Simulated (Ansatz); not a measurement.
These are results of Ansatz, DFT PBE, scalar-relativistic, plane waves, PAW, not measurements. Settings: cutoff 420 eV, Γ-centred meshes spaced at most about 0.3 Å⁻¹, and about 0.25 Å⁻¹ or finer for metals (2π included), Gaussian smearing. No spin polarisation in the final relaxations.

These are static total energies at zero pressure.

Two relaxed structures of Ti4W:

A.

```yaml
crystal:
  lattice:
    - [-1.59101, 1.59101, 8.38433]
    - [1.59101, -1.59101, 8.38433]
    - [1.59101, 1.59101, -8.38433]
  atoms:
    - { symbol: Ti, position: [0.80208, 0.80208, 0.00000] }
    - { symbol: Ti, position: [0.41017, 0.41017, 0.00000] }
    - { symbol: Ti, position: [0.58983, 0.58983, 0.00000] }
    - { symbol: Ti, position: [0.19792, 0.19792, 0.00000] }
    - { symbol: W, position: [0.00000, 0.00000, 0.00000] }
```

B.

```yaml
crystal:
  lattice:
    - [2.29308, 1.32391, 4.62728]
    - [-2.29308, 1.32391, 4.62728]
    - [0.00000, -2.64782, 4.62728]
  atoms:
    - { symbol: Ti, position: [0.81625, 0.81625, 0.81625] }
    - { symbol: Ti, position: [0.39720, 0.39720, 0.39720] }
    - { symbol: Ti, position: [0.60280, 0.60280, 0.60280] }
    - { symbol: Ti, position: [0.18375, 0.18375, 0.18375] }
    - { symbol: W, position: [0.00000, 0.00000, 0.00000] }
```

Question: Which would you expect to be lower, and how large is the difference?

Answer: B is lower, by 33 meV/atom. A has Ti and W ordered on bcc sites, space group I4/mmm (No. 139), 17.0 Å³/atom and no gap on its mesh; B has Ti and W ordered on bcc sites, space group R-3m (No. 166), 16.9 Å³/atom and no gap. Counting all near atoms (those within 1.25 times the shortest distance at each site; a plus sign parts nearer from farther groups; a slash parts the counts of unlike sites), A has Ti 13/8+6, W 8+6 and B has Ti 11/14, W 8. Even the lower one lies +0.04 eV/atom against the reference forms of the elements (uncorrected), so neither is stable at this level. In A, Ti on its first site has 8 Ti at 2.85–2.89 Å, 4 Ti at 3.18 Å, 1 W at 3.32 Å and 1 Ti at 3.56 Å; Ti on its second site is surrounded by 4 W at 2.71 Å, 9 Ti at 2.89–3.18 Å and 1 Ti at 3.56 Å; W has 8 Ti at 2.71 Å, 4 W at 3.18 Å and 2 Ti at 3.32 Å. In B, Ti on its first site is surrounded by 1 W at 2.55 Å, 3 Ti at 2.69 Å, 4 Ti at 2.90–2.96 Å, 3 Ti at 3.13 Å and 3 W at 3.36 Å; Ti on its second site has 3 W at 2.79 Å and 11 Ti at 2.85–3.19 Å; around W lie 2 Ti at 2.55 Å, 6 Ti at 2.79 Å and 6 Ti at 3.36 Å. Both come from invented guesses.

These runs have no spin–orbit coupling, which can matter for W. Cells relaxed within their symmetry can be saddle points.

Both cells are layered orderings on a bcc lattice, so the 33 meV/atom in favour of B reflects how the W atoms are arranged and how the Ti around them relaxes. W has eight close Ti neighbours in either case, but A packs W into sheets with W–W contacts at 3.18 Å, whereas every listed neighbour of W in B is Ti. B also lets Ti move towards W along the stacking axis, giving two short contacts at 2.55 Å. The preference therefore probably comes from stronger Ti–W d–d bonding together with relief of the unfavourable bcc environment of Ti, though the energies do not separate the two.

The positive energy relative to the elements fits the known tendency of Ti–W to separate into Ti-rich hcp and W-rich bcc phases at low temperature. It does not contradict the bcc solid solution found at high temperature, which owes its stability largely to configurational and vibrational entropy. Two ordered cells do not establish the preferred short-range order in that solution.
